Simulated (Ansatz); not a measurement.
## BO: the change of pressure with volume per atom

Results calculated with Ansatz 0.2.0 development build, not measured. Equation of state of a cubic crystal from periodic Kohn-Sham density functional theory without spin; pressure corrected for the finite basis.

Cell of the first row (space group Fm-3m, No. 225):
```
cell vectors (Å)
   0.0000     1.8915     1.8915
   1.8915     0.0000     1.8915
   1.8915     1.8915     0.0000
atoms (fractions of the cell vectors)
B   0.00000  0.00000  0.00000
O   0.50000  0.50000  0.50000
```

Settings of every row: formula BO; structure type rock salt; functional r2SCAN; spin treatment none; k mesh 15x15x15; occupation method fermi-dirac; occupation width 0.1 eV; wave cutoff 700 eV; datasets hard PAW; density cutoff ratio 4; xc grid level 2.

Limits: a cubic model structure, not a phase known at ambient conditions; pseudopotentials made with PBE, not this functional; the SCF threshold is loose for a stress in some rows.

| row | volume per atom (Å³) | pressure (GPa) | energy above lowest point (meV/atom) |
| --- | --- | --- | --- |
| 1 | 6.767 | 16.319 | 24.46 |
| 2 | 6.988 | 8.719 | 7.33 |
| 3 | 7.208 | ? | ? |
| 4 | 7.429 | -3.7 | 1.2 |
| 5 | 7.65 | -8.739 | 9.85 |

Question: what pressure should row 3 give?

Worked fit of pressure. Take u = (V_r/V)^(2/3) − 1 with V_r = 7.2085 Å³ an atom, which is twice the finite (Eulerian) strain; such expansions in the strain, on which the Birch-Murnaghan equation of state is built, carry the rest volume and the bulk modulus. The shown rows have u = 0.04304, 0.02093, -0.01989, -0.03885. Least squares give pressure = 2.0874 + 303.385 × u + 634.68 × u² GPa; a straight line predicts inner rows, each left out in turn, worse (root mean square 0.62 against 0.0099 GPa). The rows lie off it by -0.002, 0.004, -0.004, 0.002. The pressure vanishes at u = -0.0070, or V = 7.285 Å³ an atom, and there the bulk modulus at fixed shape and fractions is B = −V dP/dV = (2/3)(1 + u) dP/du = 195 GPa. The withheld row has u = 5e-05, so the fit gives 2.0874 + 303.385 × (5e-05) + 634.68 × (5e-05)² = 2.103 GPa.

The calculation gave 2.084 GPa. The fit lies 0.019 GPa (0.076 % of the column's range) above it; its largest miss of a shown row is 0.004 GPa.

The other values of row 3: energy above lowest point 0 meV/atom.
